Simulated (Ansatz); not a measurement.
## Ligand exchange: SbH2(CH3) + Ge(CH3)3Cl → SbH2Cl + Ge(CH3)4

Species: SbH2(CH3), singlet; Ge(CH3)3Cl, singlet; SbH2Cl `[Cl][SbH2]`, singlet; Ge(CH3)4 (tetramethylgermane), singlet. The partners trade CH3 for Cl: Sb–CH3 and Ge–Cl bonds give way to Sb–Cl and Ge–CH3.

Shapes, held fixed at every level: PBE0-D4/def2-TZVP. Programs: Ansatz 0.2.0. Electronic energies: no zero-point or thermal term.

| level | kind | ΔE (kJ/mol) | less CCSD(T)/def2-TZVPP |
| --- | --- | --- | --- |
| HF/def2-TZVPP | Hartree–Fock | +27.4 | -0.9 |
| PBE-D4/def2-TZVPP | GGA | +21.3 | -7.0 |
| r2SCAN0-D4/def2-TZVPP | global hybrid | +25.8 | -2.5 |
| wB97M-V/def2-TZVPP | range-separated hybrid | +23.8 | -4.5 |
| B2PLYP/def2-TZVPP | double hybrid | +24.6 | -3.7 |
| MP2/def2-SVP | perturbation theory | +33.3 | +5.0 |
| CCSD(T)/def2-TZVPP | coupled cluster or CI | +28.3 | 0.0 |

The highest level, CCSD(T)/def2-TZVPP, gives ΔE = +28.3 kJ/mol; the levels span +21.3 to +33.3. The column of differences is taken from that level and isn't an error. No measured value is set beside it here. For atoms past krypton def2 sets carry core potentials with scalar relativity. Relativity is left out for Ge. Outer-core shells of Ge, Sb are correlated in most correlated rows, in sets that cover them unevenly.

The exchange is uphill at every level, by +28.3 kJ/mol with CCSD(T), so chlorine favours germanium and methyl favours antimony in this pair. That is a statement about the difference between two bond preferences: it doesn't require Ge–CH3 to be weak or Sb–Cl to be unstable. Both element–chlorine bonds are strongly polar, but the three methyl groups on germanium can stabilise the positive charge that chlorine induces there, while antimony carries only hydrogens besides the exchanged group. Repulsion between the antimony lone pair and those of chlorine probably works in the same direction.

Hartree–Fock already recovers nearly the whole reaction energy, which suggests that correlation contributions largely cancel between two closed-shell sides with equal numbers of single bonds. The high MP2 value can't be assigned to perturbation theory alone, since its basis is also smaller. Because the spectator groups differ, the result doesn't isolate an intrinsic preference of germanium over antimony for chlorine.
